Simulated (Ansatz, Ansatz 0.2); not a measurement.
# Notes on computing the 51V quadrupolar coupling in vanadinite

*A first attempt by someone new to these calculations. It holds errors of set-up and of interpretation; a review follows at the end.*

## Experimental context

The quantity I am trying to reproduce is the quadrupolar coupling constant of $^{51}$V in vanadinite, $\mathrm{Pb_5(VO_4)_3Cl}$. It was obtained by NMR on a natural single crystal, and its size is 2.52 MHz. I take it from "High-Precision Determination of NMR Interaction Parameters by Measurement of Single Crystals: A Review of Classical and Advanced M" (Bräuniger, Molecules 29, 4148 (2024); PMC11397636). The paper quotes the number from earlier work, so the field and the crystal used may have to be looked up there. All the vanadium atoms sit on one kind of site, inside a $\mathrm{VO_4}$ group, so there is one number to compare.

| compared with | measured | method |
| --- | --- | --- |
| size of the quadrupolar coupling constant eQVzz/h of 51V at site V (MHz) | 2.52 | single crystal |

## Aim and plan

I want to get the $^{51}$V coupling constant from a calculation of the electric field gradient at the vanadium. The model is the hexagonal cell with 42 atoms from a crystallographic database, with $a = 10.33$ Å and $c = 7.343$ Å. I will call it a success if the result is within 0.1 MHz of the measured value. I chose that limit because it looks like a small error on a number of this size; I have no better reason for it.

I will start with PBEsol, because the name says it is meant for solids. If the number is off, I will move to a more expensive functional, which should put it right.

System: V3Pb5ClO12 (Vanadinite), P6_3/m; P6_3/m (no. 176), 42 atoms in the primitive cell, conventional a, b, c = 10.33, 10.33, 7.343 A; measured cell of a crystallographic database; structure from the Crystallography Open Database; note on this database entry: old oxygen sites.

## 1. PBEsol on the measured structure

The atomic positions are already in the database, so I see no need to relax anything first. I have typed the input for a field-gradient run with PBEsol and am sending it off as it is. I expect something near 2.5 MHz.

**Run 1.** Ansatz 0.2: PAW field gradients, PBEsol, measured structure, 3x3x3 k mesh, input as typed, PAW set soft_2.

Key lines of the input:
```
# cell (primitive): 10.3310 10.3310 7.3430 A, 90.00 90.00 120.00 deg
# sites: Pb1 0.0107 0.7549 0.7500; Pb2 0.3333 0.6667 0.4946; V 0.3787 0.9741 0.7500; Cl 0.0000 0.0000 0.5000; O1 0.7127 0.0939 0.4537; O2 0.4604 0.8598 0.7500; O3 0.5005 0.1696 0.7500
kpoints:
  mp_grid: { grid: [3, 3, 3] }
scf:
  occupations: { method: fixed }
hamiltonian:
  xc: pbesol
output:
  field_gradient: { quadrupole_moments_barn: { V: -0.052, Cl: -0.08112, O: -0.02558 } }
```

Command:
```
ansatz run input.yaml --threads 4 --pin off --max-ram 24576MiB --backend cpu --events-out ev --progress --plain --runs-dir out
```

Selected lines of the output:
```
Error: YAML parse error: error: line 56 column 3: unknown field `field_gradient`, expected one of write_density, write_potential, …
   |   ^ unknown field `field_gradient`, expected one of write_density, write_potential, write_potential_components, volumetric_format, write_bands, …
```

Input refused; 4 cores of Arm Neoverse V2, shared host.

The run stopped before it calculated anything. The message says that `field_gradient` is an unknown field, and I take this to mean that PBEsol cannot produce a field gradient in this program. The list of accepted words that follows is about writing densities and bands, so I did not go through it.

## 2. Moving to r2SCAN

I am changing to r2SCAN, which is more expensive and should be able to handle the field gradient. Since I am paying for the better functional anyway, I will let it relax the cell as well as the atoms, so that everything comes from the same method. I expect this to land within my 0.1 MHz of the measured coupling.

**Run 2.** Ansatz 0.2: relaxation with r2SCAN: atoms and cell relaxed, 2x2x3 k mesh, PAW set soft_2.

Key lines of the input, as changed from run 1:
```diff
  kpoints:
-   mp_grid: { grid: [3, 3, 3] }
+   mp_grid: { grid: [2, 2, 3] }
  hamiltonian:
-   xc: pbesol
+   xc: r2scan
+ relax:
+   f_tol: 0.01
+   max_steps: 90
+   cell: {}
  output:
-   field_gradient: { quadrupole_moments_barn: { V: -0.052, Cl: -0.08112, O: -0.02558 } }
+   forces: true
```

Selected lines of the output:
```
Symmetry: 12 space group operations
Space group: P63/m (ITA 176), of the structure as read, at distance tolerance 8.8e-5 Å
relax step   1: F+E_penalty+E_count = -152543.36018858 eV  Δ(F+E_penalty+E_count) = +0.000e0 eV  max|allowed force component| = 2.682e0 eV/Å  Δτ_max …
relax step   2: F+E_penalty+E_count = -152546.62213146 eV  Δ(F+E_penalty+E_count) = -3.262e0 eV  max|allowed force component| = 1.501e0 eV/Å  Δτ_max …
relax step   3: F+E_penalty+E_count = -152547.60050996 eV  Δ(F+E_penalty+E_count) = -9.784e-1 eV  max|allowed force component| = 4.940e-1 eV/Å  …
```

Converged; 3.5 min on the same hardware.

**Run 3.** Ansatz 0.2: PAW field gradients, r2SCAN, atoms and cell relaxed with r2SCAN, 2x2x3 k mesh, 500 eV, PAW set soft_2.

Key lines of the input:
```
# cell (primitive): 10.4452 10.4452 7.2621 A, 90.00 90.00 120.00 deg
# sites: Pb1 0.0255 0.7643 0.7500; Pb2 0.3333 0.6667 0.4908; V 0.3859 0.9727 0.7500; Cl 0.0000 0.0000 0.5000; O1 0.7286 0.0876 0.4366; O2 0.4824 0.8776 0.7500; O3 0.5040 0.1603 0.7500
kpoints:
  mp_grid: { grid: [2, 2, 3] }
scf:
  occupations: { method: fixed }
hamiltonian:
  xc: r2scan
output:
  efg: { quadrupole_moments_barn: { V: -0.052, Cl: -0.08112, O: -0.02558 } }
```

Selected lines of the output:
```
  atom  11  V  V_zz =    -2.448731   η = 0.0248   by run symmetry: allowed   C_q = +3.0789 MHz
```

Converged; 24 s on the same hardware. Warnings: gradients_without_spin_orbit.

| quantity | run 2 | run 3 | measured |
| --- | --- | --- | --- |
| size of the quadrupolar coupling constant eQVzz/h of 51V at site V (MHz) | – | 3.079 | 2.52 |
| edge a of the conventional cell that the run used (Å) | 10.445 | 10.445 |  |
| edge c of the conventional cell that the run used (Å) | 7.262 | 7.262 |  |

This time I have a number: 3.079 MHz against the measured 2.52 MHz, too high by 0.559 MHz and well outside my limit. The field gradient came out without complaint, which settles for me that the trouble in the first run was PBEsol.

The relaxation also stretched $a$ from 10.33 to 10.445 Å and shortened $c$ from 7.343 to 7.262 Å. I conclude that relaxing spoils a good structure, and that this is where the extra coupling comes from.

## 3. LDA on the database structure

I am going back to the atoms exactly as they stand in the database, since measured positions cannot be improved by a calculation. For the functional I will try LDA. r2SCAN came out too high, and a simpler functional should give a smaller number. I expect about 2.5 MHz.

**Run 4.** Ansatz 0.2: PAW field gradients, LDA, measured structure, 3x3x3 k mesh, 420 eV, PAW set soft_2.

Key lines of the input, as changed from run 1:
```diff
  hamiltonian:
-   xc: pbesol
+   xc: lda
  output:
-   field_gradient: { quadrupole_moments_barn: { V: -0.052, Cl: -0.08112, O: -0.02558 } }
+   efg: { quadrupole_moments_barn: { V: -0.052, Cl: -0.08112, O: -0.02558 } }
```

Selected lines of the output:
```
  atom  11  V  V_zz =    +8.652827   η = 0.2201   by run symmetry: allowed   C_q = -10.8797 MHz
```

Converged; 18 s on the same hardware. Warnings: gradients_without_spin_orbit.

| quantity | run 4 | measured | deviation |
| --- | --- | --- | --- |
| size of the quadrupolar coupling constant eQVzz/h of 51V at site V (MHz) | 10.88 | 2.52 | +8.36 (+331.7 %) |
| edge a of the conventional cell that the run used (Å) | 10.331 |  |  |
| edge c of the conventional cell that the run used (Å) | 7.343 |  |  |

LDA gives 10.88 MHz, more than four times the measured 2.52 MHz. I had expected a simpler functional to bring the number down, and it went up by a long way. The positions are the measured ones, so I put the whole error on LDA: it is too crude for vanadium. The sign has also changed from the r2SCAN run, which I take as another sign that LDA is failing here.

## 4. Back to PBEsol, same atoms

I am returning to PBEsol on the database structure. Both runs that gave a coupling used the word `efg` in the input, where my first one had `field_gradient`, so perhaps PBEsol works after all if it is asked with the short word. I am keeping the atoms where they are, because I still trust the measured positions more than relaxed ones. PBEsol is a better functional than LDA and made for solids, so I expect the coupling to drop to about 2.5 MHz.

**Run 5.** Ansatz 0.2: PAW field gradients, PBEsol, measured structure, 3x3x3 k mesh, 420 eV, PAW set soft_2.

Key lines of the input, as changed from run 1:
```diff
  output:
-   field_gradient: { quadrupole_moments_barn: { V: -0.052, Cl: -0.08112, O: -0.02558 } }
+   efg: { quadrupole_moments_barn: { V: -0.052, Cl: -0.08112, O: -0.02558 } }
```

Selected lines of the output:
```
  atom  11  V  V_zz =    +8.569308   η = 0.2107   by run symmetry: allowed   C_q = -10.7747 MHz
```

Converged; 18 s on the same hardware. Warnings: gradients_without_spin_orbit.

| quantity | run 5 | measured | deviation |
| --- | --- | --- | --- |
| size of the quadrupolar coupling constant eQVzz/h of 51V at site V (MHz) | 10.775 | 2.52 | +8.255 (+327.6 %) |
| edge a of the conventional cell that the run used (Å) | 10.331 |  |  |
| edge c of the conventional cell that the run used (Å) | 7.343 |  |  |

PBEsol does give a field gradient when asked with `efg`, so I was wrong to blame the functional for the first failure. The coupling is 10.775 MHz, though, only 0.105 MHz below LDA and still more than four times the measured value. I conclude that PBEsol is nearly as crude as LDA for vanadium, and that r2SCAN came closer because it is the more advanced functional.

## 5. r2SCAN again, in the measured cell

I am going back to r2SCAN for the field gradient. Its 3.079 MHz was too high, which I still put down to the stretched cell, so this time the cell stays at the measured size. I will let PBEsol relax the atoms first, because it is cheaper and I do not think the functional used for that step matters much. The good functional then only has to do the last step. With the cell left alone, I expect the remaining 0.559 MHz to disappear.

**Run 6.** Ansatz 0.2: relaxation with PBEsol: atoms relaxed, 2x2x3 k mesh, PAW set soft_2.

Key lines of the input, as changed from run 2:
```diff
  hamiltonian:
-   xc: r2scan
+   xc: pbesol
  relax:
-   cell: {}
```

Converged; 76 s on the same hardware.

**Run 7.** Ansatz 0.2: PAW field gradients, r2SCAN, atoms relaxed with PBEsol in the measured cell, 3x3x3 k mesh, 500 eV, PAW set soft_2.

Key lines of the input:
```
# cell (primitive): 10.3310 10.3310 7.3430 A, 90.00 90.00 120.00 deg
# sites: Pb1 0.0251 0.7655 0.7500; Pb2 0.3333 0.6667 0.4910; V 0.3836 0.9715 0.7500; Cl 0.0000 0.0000 0.5000; O1 0.7318 0.0888 0.4353; O2 0.4811 0.8751 0.7500; O3 0.5033 0.1609 0.7500
kpoints:
  mp_grid: { grid: [3, 3, 3] }
scf:
  occupations: { method: fixed }
hamiltonian:
  xc: r2scan
output:
  efg: { quadrupole_moments_barn: { V: -0.052, Cl: -0.08112, O: -0.02558 } }
```

Selected lines of the output:
```
  atom  11  V  V_zz =    -2.404666   η = 0.0089   by run symmetry: allowed   C_q = +3.0235 MHz
```

Converged; 34 s on the same hardware. Warnings: gradients_without_spin_orbit.

| quantity | run 6 | run 7 | measured |
| --- | --- | --- | --- |
| size of the quadrupolar coupling constant eQVzz/h of 51V at site V (MHz) | – | 3.024 | 2.52 |
| edge a of the conventional cell that the run used (Å) | 10.331 | 10.331 |  |
| edge c of the conventional cell that the run used (Å) | 7.343 | 7.343 |  |

The coupling is now 3.024 MHz. Keeping the cell at its measured size took off only 0.055 MHz, and the result is still 0.504 MHz above the measured 2.52 MHz, so it misses my limit of 0.1 MHz. The stretched cell was not the main trouble after all.

r2SCAN has now given about 3 MHz twice, while LDA and PBEsol both gave nearly 11 MHz. I take this as confirmation that the functional decides the result, and that the two cheaper ones cannot describe vanadium. I put the remaining difference down to r2SCAN still not being advanced enough, and I would expect a more expensive functional to remove it.

## Overview

| run | settings | size of the quadrupolar coupling constant eQVzz/h of 51V at site V (MHz) | deviation | cost | status |
| --- | --- | --- | --- | --- | --- |
| 1 | PAW field gradients, PBEsol, measured structure, 3x3x3 k mesh, input as typed | – |  | – | input refused |
| 2 | relaxation with r2SCAN: atoms and cell relaxed, 2x2x3 k mesh | – |  | 14 core-min |  |
| 3 | PAW field gradients, r2SCAN, atoms and cell relaxed with r2SCAN, 2x2x3 k mesh, 500 eV | 3.079 | +0.559 (+22.2 %) | 98 core-s |  |
| 4 | PAW field gradients, LDA, measured structure, 3x3x3 k mesh, 420 eV | 10.88 | +8.36 (+331.7 %) | 73 core-s |  |
| 5 | PAW field gradients, PBEsol, measured structure, 3x3x3 k mesh, 420 eV | 10.775 | +8.255 (+327.6 %) | 71 core-s |  |
| 6 | relaxation with PBEsol: atoms relaxed, 2x2x3 k mesh | – |  | 5.1 core-min |  |
| 7 | PAW field gradients, r2SCAN, atoms relaxed with PBEsol in the measured cell, 3x3x3 k mesh, 500 eV | 3.024 | +0.504 (+20.0 %) | 2.2 core-min |  |
|  | measured | 2.52 |  |  |  |

## State of play

I have not reproduced the measured coupling of 2.52 MHz. My best value is 3.024 MHz, from r2SCAN in the measured cell with the atoms relaxed by PBEsol. That is 20 % too high and well outside the 0.1 MHz I had set myself.

What I take from the work is that the functional is what counts. LDA and PBEsol gave 10.88 and 10.775 MHz on the database structure, and I would not use either of them for vanadium again. r2SCAN gave about 3 MHz both times, with the cell relaxed and with the cell left alone, so I consider that number settled for this functional.

I do not know how to get rid of the last 0.504 MHz. My guess is that it needs a hybrid functional, which I have not tried. Until then I would put 3.0 MHz in our table as the calculated value, with a note that r2SCAN is the minimum for this kind of compound.

## An expert's review

Further runs made for the review:

| reviewer's run | settings | size of the quadrupolar coupling constant eQVzz/h of 51V at site V (MHz) | deviation | cost | status |
| --- | --- | --- | --- | --- | --- |
| R1 | PAW field gradients, LDA, atoms relaxed with PBEsol in the measured cell, 3x3x3 k mesh, 420 eV | 2.904 | +0.384 (+15.2 %) | 68 core-s | warnings: gradients_without_spin_orbit |
| R2 | PAW field gradients, PBEsol, atoms relaxed with PBEsol in the measured cell, 3x3x3 k mesh, 420 eV | 2.915 | +0.395 (+15.7 %) | 67 core-s | warnings: gradients_without_spin_orbit |
| R3 | PAW field gradients, r2SCAN, atoms relaxed with r2SCAN in the measured cell, 3x3x3 k mesh, 500 eV | 2.881 | +0.361 (+14.3 %) | 2.1 core-min | warnings: gradients_without_spin_orbit |
|  | measured | 2.52 |  |  |  |

The limit of 0.1 MHz was arbitrary, as the notebook admits, and it is too strict. Two tabulated quadrupole moments of $^{51}$V are in use, and choosing the other would shift a coupling near 3 MHz by roughly 0.5 MHz.

Run 1 failed on an unknown output key, not on PBEsol. Reading the list of accepted words in the error message would have cost nothing. The notebook blamed the functional again after run 3, but rightly withdrew this after run 5.

The main mistake was to trust the database positions. Run 2 began with a force of 2.682 eV/Å on the atoms, a clear sign that they were far from equilibrium. Field gradients are very sensitive to positions, so relaxing the atoms did not spoil a good structure; it was necessary. Relaxing the cell as well was the less helpful part.

Runs 4 and 5 used the unrelaxed atoms, and their values near 11 MHz say nothing against LDA or PBEsol. With the atoms from run 6 in the same cell, LDA gives 2.904 MHz (R1) and PBEsol 2.915 MHz (R2). Each of these gradient runs cost about a core-minute. The close agreement of runs 4 and 5 already hinted that the functional was not to blame. Nor does the changed sign show LDA failing: PBEsol gives the same sign on the same atoms, and NMR does not as a rule determine it.

Keeping the measured cell in run 7 was sensible, but the atoms now came from PBEsol, so two things had changed since run 3. With atoms relaxed by r2SCAN itself in that cell, r2SCAN gives 2.881 MHz (R3). The choice of functional for the relaxation therefore matters by 0.143 MHz here. The relaxed cell accounts for about 0.2 MHz of run 3's excess, not 0.055 MHz, with a small reservation for the different k meshes.

The closing claim that the functional decides the result is wrong, because r2SCAN was only ever given relaxed atoms and the other two only unrelaxed ones. On the atoms of run 7, all three lie within 0.12 MHz of each other, with r2SCAN the furthest from experiment. It is thus neither the minimum for this compound nor settled at 3.0 MHz, and nothing here shows that a hybrid would remove the difference.

The notebook also passes over the warning about missing spin–orbit coupling. It applies to my runs too, and with so much lead nearby it should be stated as an open uncertainty.

**Verdict:** with relaxed atoms in the measured cell, the calculations give 2.88 to 3.02 MHz, some 14 to 20 % above the measured 2.52 MHz: the right size, but not close agreement. The other tabulated moment would bring them to roughly 2.4 to 2.5 MHz, slightly too low, so the moment alone could account for the miss. Spin–orbit coupling and thermal motion remain untested. The measured value is quoted from earlier work, where its conditions should be checked, but I see no independent reason to doubt it.

[Logs are printed without paths, hosts, clocks, repeated set-up lines and the standing remarks that a program may print on its own settings, such as how far it seeks lower states.]

[The runs shown are a pick from a larger set of finished runs; failed, doubtful and other runs were left out of it ahead of writing. So were measured values far from every level or from commonly accepted values, and agreement can look better than it is. Lines of input and output are excerpts and may be shortened.]
